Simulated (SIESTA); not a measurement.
# Kohn-Sham gap of the Zn0.67Cd0.33S random alloy in SIESTA: effect of basis, functional and settings

Two of our relaxed cells for Zn0.67Cd0.33S agree in lattice constant $a$ to 0.004 Å, yet their gaps differ by 0.203 eV. One is PBE with a DZP basis, the other PBEsol with a TZP basis. The gap sets where a sulfide window layer or photocatalyst begins to absorb, so we need to know how strongly a computed value depends on the level of calculation. The quantity is the lowest difference between filled and empty Kohn-Sham levels of one 36-atom arrangement in the hexagonal wurtzite structure, each row at its own cell. In the rows marked 2×2×4, that mesh served for the levels only; cell and atoms had been relaxed on a mesh with fewer points along the $c$ axis. We measure changes against the PBE, DZP row with the 2×2×4 k-mesh and 300 Ry cutoff, which gives 2.114 eV. The table holds no measured gap.

## Calculations

The cell: 3x3x1 conventional cells of the ZnS type (36 atoms: 18 S, 12 Zn, 6 Cd); Zn/Cd share their sites, the best of 600 random draws by like-pair counts in two shells; start lattice by linear mixing of the end members' cells; atoms moved at random by 0.02 Å. Each row takes its levels at the cell given in the lattice columns, relaxed at its own level; "from the PBE cell" or "from the PBEsol cell" in a name tells where that relaxation started. Program: SIESTA 5.4.2; PseudoDojo 0.4.1 pseudopotentials converted to PSML; no spin polarisation, no spin-orbit coupling unless named. The same in all rows: atoms in the cell: 36.0000; composition of the cell as a reduced formula: Zn2CdS3.

Notes on method and selection:

- A finite supercell with one arrangement stands for the random alloy; its composition is rounded to whole atoms.
- The lattice is static: no zero-point motion and no thermal expansion, which in most solids lengthen room-temperature lattice constants by a few tenths of a per cent.
- Runs that didn't converge or were made unsound on purpose aren't shown.
- SIESTA's runs with D3 are left out, since their stress has the wrong sign.
- Semilocal gaps usually lie under measured ones; optical edges also hold excitons, phonon shifts and band filling, which the runs lack.
- The zone folds in a supercell, so the lowest gap doesn't tell direct from indirect, and edges off the mesh are missed.
- Rows that restart from another level's relaxed cell stop once the stress is under the tolerance, so small changes are hidden.
- Runs that did not converge, have known faults or may not be shown are not listed, and runs on Ansatz's PAW sets soft_1 and soft_2 are kept to separate tables.

Columns:

- a (Å): lattice constant a of the mean conventional cell at which the levels were taken.
- c (Å): lattice constant c of the mean conventional cell.
- k-mesh: k-point mesh.
- gap (eV): lowest gap between filled and empty Kohn-Sham levels on the k-mesh of the supercell.

## Computed values

| member | a (Å) | c (Å) | k-mesh | gap (eV) |
| --- | --- | --- | --- | --- |
| LDA, SZ basis, shift 0.02 Ry, mesh 200 Ry, 36 atoms, 2×2×4 | 3.8493 | 5.9776 | 2×2×4 | 2.944 |
| PBEsol, DZP basis, shift 0.01 Ry, mesh 300 Ry, from the PBE cell, 36 atoms, 2×2×4 | 3.8715 | 6.2936 | 2×2×4 | 2.187 |
| PBE, DZP basis, shift 0.01 Ry, mesh 300 Ry, from the PBE cell, 36 atoms, 3×3×4 | 3.9310 | 6.3901 | 3×3×4 | 2.114 |
| PBE, DZP basis, shift 0.01 Ry, mesh 500 Ry, from the PBE cell, 36 atoms, 2×2×4 | 3.9310 | 6.3901 | 2×2×4 | 2.114 |
| PBE, DZP basis, shift 0.01 Ry, mesh 300 Ry, 36 atoms, 2×2×4 | 3.9310 | 6.3901 | 2×2×4 | 2.114 |
| PBE, DZP basis, shift 0.01 Ry, mesh 300 Ry, from the PBE cell, 36 atoms, 1×1×2 | 3.9498 | 6.3685 | 1×1×2 | 2.084 |
| PBEsol, TZP basis, shift 0.003 Ry, mesh 450 Ry, from the PBEsol cell, 36 atoms, 2×2×4 | 3.9270 | 6.3768 | 2×2×4 | 1.911 |

## Reading the trend

The basis moves the gap most. Within PBEsol, going from DZP to TZP lowers it by 2.187 − 1.911 = 0.276 eV. Going from PBE to PBEsol at DZP raises it by only 2.187 − 2.114 = 0.073 eV. The TZP step also lowers the energy shift from 0.01 to 0.003 Ry, which lengthens the orbitals, so it is a change in both the number and the reach of the functions. The mesh cutoff rises too, from 300 to 450 Ry, but the PBE test below suggests that this matters little.

The functional acts partly through the cell. PBEsol binds more tightly than PBE, and shorter bonds push up the antibonding, largely cation-s conduction edge. For a small volume change,

$$\Delta E_g \approx a_V\,\Delta\ln V,\qquad V\propto a^2c,$$

with $a_V$ very roughly −3 eV for sulfides of this kind. From the DZP cells, $\Delta\ln V$ = ln[(3.8715² × 6.2936)/(3.9310² × 6.3901)] = −0.046, which would raise the gap by about 0.14 eV. The smaller rise in the table would fit PBEsol giving a somewhat lower gap than PBE at equal volume.

The larger basis also expands the PBEsol cell, from 3.8715 to 3.9270 Å in $a$, and this lowers the gap. A likely reason is that atoms with few, short orbitals borrow functions from their neighbours and so bind too strongly. Expansion is probably not the whole effect: added and longer functions also lower the spread-out empty states more than the filled ones, which closes the gap directly.

The numerical settings matter little once the k-mesh is adequate. With PBE and DZP, raising the cutoff from 300 to 500 Ry or the k-mesh from 2×2×4 to 3×3×4 leaves the gap at 2.114 eV. Both tests restarted from the relaxed PBE cell and kept it, so they establish the stability of the gap at that cell, while a small response of the lattice could be hidden. The cell itself came from a relaxation with fewer k-points along $c$ than the 2×2×4 mesh has, and no row relaxes it afresh on a denser mesh from an independent start.

## Departures from the trend

The LDA, SZ row lies farthest out, at 2.944 eV, or 2.944 − 2.114 = 0.830 eV above the reference. Its functional differs too, but LDA and PBEsol usually give similar gaps in such sulfides, so the minimal basis is the likeliest cause. With one radial function per valence orbital and no polarisation functions, the empty states are poorly described and lie too high. The cell is also distorted: $c/a$ is 5.9776/3.8493 = 1.553, against 6.3901/3.9310 = 1.626 in the reference. Its small volume should widen the gap further.

The PBE row with the 1×1×2 k-mesh departs much less, by 2.084 − 2.114 = −0.030 eV. Missing a band edge would raise the gap, so that is not the explanation. This row has a slightly larger volume, which acts in the right direction, and clearly larger forces remain on its atoms than in the other rows. The shift therefore mixes sampling, cell and atomic positions and should not be read as a pure k-mesh error.

## Problems

**Does PBEsol give a larger or a smaller gap than PBE?**
The comparison needs equal basis and settings. At DZP, with each functional at its own cell, PBEsol is higher by 2.187 − 2.114 = 0.073 eV. Setting PBEsol, TZP against PBE, DZP gives 1.911 − 2.114 = −0.203 eV, which reverses the sign because the basis has changed as well. The DZP pair is the one to use.

**How far would the choice between DZP and TZP move a nominal absorption edge?**
We convert with $\lambda = 1240/E_g$, with $\lambda$ in nm and $E_g$ in eV. PBEsol, DZP gives 1240/2.187 = 567 nm, and PBEsol, TZP gives 1240/1.911 = 649 nm. The difference is 649 − 567 = 82 nm, too much for placing an edge in a device design. These wavelengths only express the size of the basis effect; they are not predictions of the optical edge.

**Semilocal gaps are usually too small, so is the high SZ value a useful cheap correction?**
No. The SZ gap is 2.944/1.911 = 1.54 times the PBEsol, TZP gap, but the excess most likely comes from a poor basis and a small, distorted cell. Any agreement with a measured gap would come from errors of opposite sign, with no reason to cancel equally at another composition. For a PBEsol gap we would take the TZP row, the richest basis here, while noting that no larger basis is shown to confirm convergence.

## Conclusions

For this arrangement at this composition, basis quality must be fixed before functionals are compared. A 2×2×4 k-mesh and a 300 Ry cutoff suffice for the PBE, DZP levels at the given cell. This says less about the cell, which was relaxed on a mesh coarser along $c$ and could still shift slightly within the stress tolerance. SZ is unsuitable for gaps or cell shape.

The main physical omission is the semilocal functional's usual underestimate, so a better treatment of exchange and screening should raise the DZP and TZP gaps. Several smaller omissions act the other way. Spin-orbit coupling would lower the gap slightly by splitting the valence edge, thermal expansion would lower it through longer bonds, and lattice vibrations usually lower it as well. Exciton binding puts an optical edge below the quasiparticle gap, whereas band filling in a heavily doped sample raises it. Another Zn/Cd arrangement could shift the result either way, and the folded zone does not tell whether the gap is direct.
